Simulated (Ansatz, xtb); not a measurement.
C4H5NSeSi: which of two isomers lies lower

We compare a, `N#CCC1=C[Se][SiH2]1`, a singlet, with b, `N#CC1=C[Se][SiH2]C1`, a singlet. Both are isolated molecules in the gas phase, relaxed with PBE-D3(BJ)/def2-SVP; the shapes shown needn't be the lowest conformers.

a (Å):

```xyz
12

C    -0.5124    1.6287    1.6185
C    -0.5745    0.2892    1.0229
C     0.0531    0.2348   -0.3478
C    -0.5189   -0.2560   -1.4803
N    -0.4291    2.7042    2.0744
Se    0.6748   -0.1340   -3.0054
Si    1.6955    0.7560   -1.0956
H    -1.6371   -0.0356    0.9792
H    -0.0615   -0.4127    1.7196
H    -1.5316   -0.6855   -1.5964
H     1.9761    2.2277   -1.1717
H     2.9215    0.0164   -0.6394
```

b (Å):

```xyz
12

C     1.4565    1.3994   -0.1438
C     0.6872    0.2425   -0.4780
C    -0.0185    0.2073   -1.6464
C     0.6842   -0.9223    0.4956
N     2.1003    2.3352    0.1631
Se   -1.0657   -1.2886   -2.1681
Si   -0.4161   -2.3255   -0.1920
H    -0.0160    1.0524   -2.3517
H     0.3332   -3.5980   -0.4663
H    -1.6030   -2.6386    0.6737
H     0.3128   -0.5942    1.4902
H     1.7194   -1.2911    0.6608
```

Quicker runs give these differences E(b) − E(a): GFN2-xTB −77.7 kJ/mol; HF/STO-3G −132.3 kJ/mol (at GFN2-xTB geometries); r2SCAN-D4/def2-SVP −92.3 kJ/mol (at GFN2-xTB geometries).

Question: Estimate E(b) − E(a) at the level CCSD(T)/def2-SVP + ΔMP2/def2-TZVPP.

Answer: Calculated at CCSD(T)/def2-SVP + ΔMP2/def2-TZVPP: E(b) − E(a) = −72.2 kJ/mol, so structure b lies lower.

Level by level:

```json
{"level": "GFN2-xTB", "geometry": "GFN2-xTB", "E(b) − E(a) (kJ/mol)": "−77.7", "departure from the last row (kJ/mol)": "−5.5", "job, with rough time for the two": "optimisation, 0.23 s"}
{"level": "HF/STO-3G", "geometry": "GFN2-xTB", "E(b) − E(a) (kJ/mol)": "−132.3", "departure from the last row (kJ/mol)": "−60.0", "job, with rough time for the two": "single point, 0.56 s"}
{"level": "r2SCAN-D4/def2-SVP", "geometry": "GFN2-xTB", "E(b) − E(a) (kJ/mol)": "−92.3", "departure from the last row (kJ/mol)": "−20.1", "job, with rough time for the two": "single point, 4.7 s"}
{"level": "PBE-D3(BJ)/def2-SVP", "geometry": "PBE-D3(BJ)/def2-SVP", "E(b) − E(a) (kJ/mol)": "−83.9", "departure from the last row (kJ/mol)": "−11.7", "job, with rough time for the two": "optimisation, 29 s"}
{"level": "HF/def2-SVP", "geometry": "PBE-D3(BJ)/def2-SVP", "E(b) − E(a) (kJ/mol)": "−69.8", "departure from the last row (kJ/mol)": "+2.4", "job, with rough time for the two": "part of the CCSD(T) run"}
{"level": "MP2/def2-SVP", "geometry": "PBE-D3(BJ)/def2-SVP", "E(b) − E(a) (kJ/mol)": "−80.4", "departure from the last row (kJ/mol)": "−8.2", "job, with rough time for the two": "part of the CCSD(T) run"}
{"level": "CCSD(T)/def2-SVP", "geometry": "PBE-D3(BJ)/def2-SVP", "E(b) − E(a) (kJ/mol)": "−76.8", "departure from the last row (kJ/mol)": "−4.6", "job, with rough time for the two": "single point"}
{"level": "CCSD(T)/def2-SVP + ΔMP2/def2-TZVPP", "geometry": "PBE-D3(BJ)/def2-SVP", "E(b) − E(a) (kJ/mol)": "−72.2", "departure from the last row (kJ/mol)": "", "job, with rough time for the two": "single point, 94 s"}
```

As drawn, both hold the same kinds of bond in the same numbers. Structure a has a 4-membered ring, b a 5-membered ring.

The levels shown agree on the order. The largest departure from CCSD(T)/def2-SVP + ΔMP2/def2-TZVPP is that of HF/STO-3G, 60.0 kJ/mol. The last row adds to CCSD(T) the change of the MP2 difference between the two basis sets, here +4.6 kJ/mol.

With thermal terms from frequencies at re-optimised GFN2-xTB minima (ideal gas, soft modes damped towards free rotors, one conformer each, 298.15 K, 1 atm): on the last row, ΔE + ΔZPE = −70.3, ΔH = −71.5, ΔG = −69.0 kJ/mol.

The correlated steps freeze 19 core orbitals; the filled d shell of Se is correlated, in a basis made for valence electrons. Programs: Ansatz 0.2.0, xtb 6.7.1; the last row on 4 threads of Arm Neoverse V1 on a shared host.

Isomer b is clearly favoured, by 72.2 kJ/mol at the highest level, and the thermal terms barely reduce that preference. Relief of ring strain is probably the main cause: the four-membered ring of a squeezes the angles at silicon and at the alkene carbon bound to it, whereas the five-membered ring opens them. Conjugation works in the same direction. In b the nitrile sits directly on the C=C bond, opposite a selenium lone pair that can donate through it, while in a a saturated CH2 group interrupts this push-pull path.

The large overshoot of HF/STO-3G points to its minimal basis rather than to missing correlation, since Hartree–Fock in def2-SVP comes within 2.4 kJ/mol of the final value. That closeness is itself partly a cancellation: correlation favours b further, and enlarging the basis takes back much of the gain. The energy difference alone can't apportion the preference between strain and conjugation; comparison with the nitrile-free rings would help separate them.
